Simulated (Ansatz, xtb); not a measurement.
C2H8Ge: which of two isomers lies lower

Structure I is `C[CH2][GeH3]`, a singlet and structure II is `[CH3][GeH2][CH3]`, a singlet. Both are isolated molecules in the gas phase, relaxed with B3LYP-D3(BJ)/def2-SVP.

Energies in hartree; the thermal terms are from B3LYP-D3(BJ)/def2-SVP harmonic frequencies (ideal gas, rigid rotor, one conformer each, 298.15 K, 1 atm) and include the zero-point energy:

```
                                I            II
E, CCSD(T)/def2-TZVP  −2156.450261  −2156.465800
   zero-point energy      0.087824      0.088078
        H(298 K) − E      0.094395      0.095100
        G(298 K) − E      0.059047      0.059561
```

Problem. Work out ΔE, ΔE₀, ΔH and ΔG for I → II in kJ/mol (1 Eh = 2625.50 kJ/mol) and the equilibrium ratio [II]/[I].

Solution. 1. ΔE = −2156.465800 − (−2156.450261) = −0.015539 Eh = −40.80 kJ/mol.
2. ΔE₀ = ΔE + ΔZPE = −0.015539 + (+0.000254) Eh = −40.13 kJ/mol.
3. ΔH = ΔE + (+0.000705) Eh = −38.95 kJ/mol.
4. ΔG = ΔE + (+0.000514) Eh = −39.45 kJ/mol, so ΔS = (ΔH − ΔG)/T = +1.7 J/(mol K).
5. kT = 0.9442 mEh, so K = [II]/[I] = exp(−ΔG/kT) = exp(+15.91) ≈ 8.1 × 10^6.

Structure II is favoured at this temperature. An error of 4 kJ/mol in ΔG would change K by a factor of 5. GFN2-xTB gave ΔE the other sign. Mirror images and further conformers aren't counted.

As drawn, II has 1 C–Ge, 1 C–H in place of 1 C–C, 1 Ge–H.

Other levels gave ΔE = +3.5 (GFN2-xTB); −36.3 (HF/STO-3G, GFN2-xTB geometries); −35.0 (r2SCAN-D4/def2-SVP, GFN2-xTB geometries); −29.6 (B3LYP-D3(BJ)/def2-SVP); −36.4 (HF/def2-TZVP); −43.8 (MP2/def2-TZVP) kJ/mol. The correlated steps freeze 11 core orbitals; the filled d shell of Ge is correlated, in a basis made for valence electrons. Programs: Ansatz 0.2.0, xtb 6.7.1.

Dimethylgermane lies clearly below ethylgermane, and the preference is almost wholly electronic: zero-point and thermal terms barely alter it, as expected for isomers of similar size and flexibility. The isomerisation trades a C–C and a Ge–H bond for a C–Ge and a C–H bond. Replacing the relatively weak Ge–H bond by a strong C–H bond more than repays the cost of giving up C–C for C–Ge. Bond polarity probably helps, since a second carbon on the more electropositive germanium adds another polar Ge–C bond.

Hartree–Fock in the larger basis already gives −36.4 kJ/mol, against −40.80 kJ/mol with CCSD(T), so correlation reinforces the preference rather than creating it. GFN2-xTB alone reverses the order, which suggests an imbalance in its parametrised description of these bonds. The sign is therefore well supported, the exact size less so. The large equilibrium ratio does not imply that ethylgermane would readily convert, because the rearrangement must break strong covalent bonds and no barrier was computed.
